B-spline radial code 1: Dirac-Coulomb Hartree-Fock for spherical ions of charge +1 at the basis-set limit, with nl averaging, a Fermi nucleus (skin thickness 2.3 fm) and no Breit or QED terms. The slopes q = dε/dx (dE/dx for the total energy E), with x = (α/α0)² − 1, are difference quotients between runs with the speed of light scaled by 0.98 and 1.02; ε is from unscaled runs.

```csv
species,Z,electrons,configuration,ε(3p1/2) (eV),ε(3p3/2) (eV),ε(3d5/2) (eV),q(3p1/2) (eV),q(3p3/2) (eV),q(3d5/2) (eV),q(total energy) (eV)
Sc+,21,20,[Ar] 3d1 4s1,-50.0646,-49.5128,-16.0669,-0.4087,0.1504,0.1982,-100.3
Mn+,25,24,[Ar] 3d5 4s1,-77.5796,-76.2216,-22.9682,-1.281,0.1061,0.3271,-212.9
Zn+,30,29,[Ar] 3d10 4s1,-117.118,-113.838,-29.9729,-3.445,-0.0551,0.6297,-467.1
Se+,34,33,[Ar] 3d10 4s2 4p3,-197.747,-191.527,-80.8377,-6.130,0.3543,1.874,-806.7
Sr+,38,37,[Kr] 5s1,-307.536,-296.513,-157.331,-10.87,0.7318,3.675,-1316
Ru+,44,43,[Kr] 4d7,-516.981,-493.849,-310.191,-25.31,-0.5329,6.072,-2517
Cd+,48,47,[Kr] 4d10 5s1,-687.539,-651.918,-436.752,-39.99,-1.329,9.028,-3712
I+,53,52,[Kr] 4d10 5s2 5p4,-971.378,-913.409,-655.942,-66.12,-2.000,14.99,-5811
La+,57,56,[Xe] 5d2,-1245.73,-1162.98,-869.204,-97.03,-3.932,20.32,-8109
Pm+,61,60,[Xe] 4f5 6s1,-1511.25,-1395.79,-1064.31,-142.7,-10.40,23.35,-11080
Dy+,66,65,[Xe] 4f10 6s1,-1887.14,-1717.33,-1334.67,-219.6,-19.89,29.23,-16010
Yb+,70,69,[Xe] 4f14 6s1,-2222.07,-1995.45,-1568.15,-302.8,-30.01,34.75,-21180
Re+,75,74,[Xe] 4f14 5d5 6s1,-2744.15,-2426.15,-1936.82,-435.7,-40.67,48.38,-29630
Au+,79,78,[Xe] 4f14 5d10,-3215.18,-2803.85,-2259.80,-579.0,-53.60,59.48,-38360
Bi+,83,82,[Xe] 4f14 5d10 6s2 6p2,-3766.11,-3239.45,-2635.60,-757.3,-63.93,77.88,-49340
```

The quantity q = dε/dx is the slope of an orbital energy ε (or of the total energy) against x = (α/α0)² − 1, where α0 is the real fine-structure constant. In these Dirac-Coulomb Hartree-Fock runs q(total energy) grows from about −100 eV in Sc+ to about −50 keV in Bi+, and q(3p1/2) rises from 0.4 % to 1.5 % of it. A rise of α by 1 % means x ≈ 0.02 and lowers 3p1/2 of Bi+ by about 15 eV. In every row q(3d5/2) is positive, while q(3p3/2) changes sign three times and stays negative from Ru+ on.

The first limit is a single electron. With h = cα·p + (β − 1)c² + V and x + 1 ∝ 1/c², the radial equation for the small component Q gives ⟨∂h/∂x⟩ = −∫Q²(ε − V)dr for a local potential V. This direct term is negative wherever ε lies above V. At leading order in a Coulomb field it is proportional to Z⁴α²(n/|κ| − 3/4), with |κ| = j + 1/2, so 3p1/2, 3p3/2 and 3d5/2 sink in the ratio 9 : 3 : 1. A positive q therefore requires a second term, ⟨dV/dx⟩, the change of screening as the other electrons respond.

The second limit is the total energy E, which is stationary against changes of the orbitals and so contains direct terms only. With K = ⟨cα·p + (β − 1)c²⟩, the virial theorem for a point nucleus turns their sum into q = −(K + E)/2. The unscaled Sc+ run gives −(770.54 − 763.18)/2 hartree, or −100.2 eV, against −100.3 eV in the table. The deviation reaches 0.36 % of q(total energy) at Bi+, in the direction that theory gives for a finite nucleus. A sum of negative terms dominated by the innermost shells has little reason to follow the valence configuration, and the column is smooth.

An orbital energy feels both terms. For closed shells, and approximately for the configuration averages, the orbital energies sum to E plus the electron repulsion, so the screening terms sum to the slope of that repulsion. The scaled runs give this slope as positive in every row, from 1.55 eV per electron in Sc+ to 110 eV in Bi+: stronger relativity packs the electrons closer. This is an average over all shells and not the n = 3 value, but it has the sign required. The ordering fits this picture, although the two terms were not computed separately for each level: the direct term wins for 3p1/2, screening wins for 3d5/2, and 3p3/2 is a near cancellation at low Z.

The two 3p levels have similar mean radii, about 2 % apart in Se+ and 6 % in Yb+, so their difference should shed much of the screening term. If the splitting ε(3p3/2) − ε(3p1/2) were proportional to α², then q(3p3/2) − q(3p1/2) would equal it. The ratio of the two rises in every step, from 1.01 in Sc+ to 1.32 in Bi+, which shows that q is a local slope carrying higher powers of Zα and is not the whole relativistic shift. The one-electron Dirac formula with bare Z, free of parameters, reproduces the ratio within 0.003 in all rows, whereas a charge reduced to match the splitting gives only 1.24 at Bi+. Theory places the higher-order terms close to the nucleus, where the charge is hardly screened.

The irregular rows arise from a shift common to the n = 3 levels. An electron outside them adds roughly a constant ⟨1/r⟩ to their potential, and the relativistic change of that constant scales as (Zα)²: upward for s and p shells, which contract, downward for d and f shells, which usually expand. The model is q/(Zα)² = quadratic in Z + c_sp·n_sp + c_f·n_f, where n_sp counts s and p electrons with n ≥ 4 and n_f counts 4f electrons. All remaining electrons beyond argon are d, so the coefficients are relative to a d electron. Unweighted least squares on all 15 rows gives c_sp = 2.25 ± 0.25 eV and c_f = −3.1 ± 0.2 eV for 3p3/2.

The fit for 3d5/2 returns the same two coefficients within their errors, and for the difference of the two levels both vanish. For 3p3/2 the rms residual in q/(Zα)² is 1.2 eV, against 4.8 eV for a quartic in Z with as many parameters. The numbers thus show a shift that is shared and follows the filling; the difference also shows no visible jump where 4p and 4d close and the orbital convention changes. That contraction and expansion cause the shift is argued. It fits that total ⟨r²⟩ grows with α only in Ru+, La+ and Au+, whose valence is d alone, but the part played by 4f expansion is untested.

Se+, a row of the fit, shows the size. From Zn+ to Se+ one 4s and three 4p electrons enter, and (Zα)² = (34/137)² = 0.0616. Relative to four d electrons they raise q by 4 × 2.25 × 0.0616 = 0.55 eV, more than the whole q(3p3/2) of +0.354 eV, so within the fit they decide its sign. The same counting accounts for the fall from Sr+ to Ru+, where 4d fills, and for the slow growth of q(3d5/2) along the 4f row, which quickens at Re+, where the added electrons enter 5d and no longer 4f, whose coefficient is more negative.

The model is crude: it misses Pm+ and Re+ by about 2.5 eV in q/(Zα)², far above rounding. It also gives the wrong sign for 3p3/2 in Zn+, at the end of the 3d row, where the added electrons share the n = 3 shell and are not an outer charge. The signs of small q(3p3/2) need not hold for real ions, since correlation and the Breit interaction are absent. In Se+ the first-order Breit shift of 3p3/2, which scales mainly as α², is 0.93 of q and has the same sign, so the missing interaction is not a small correction there; for the other two levels the shift is under a tenth of q in size. These shifts leave out the response of the other electrons, which is expected to offset part of them. A positive net shift would work against the small negative values of Zn+ and Ru+, whose Breit shifts are not available here, so those two signs are the least secure.
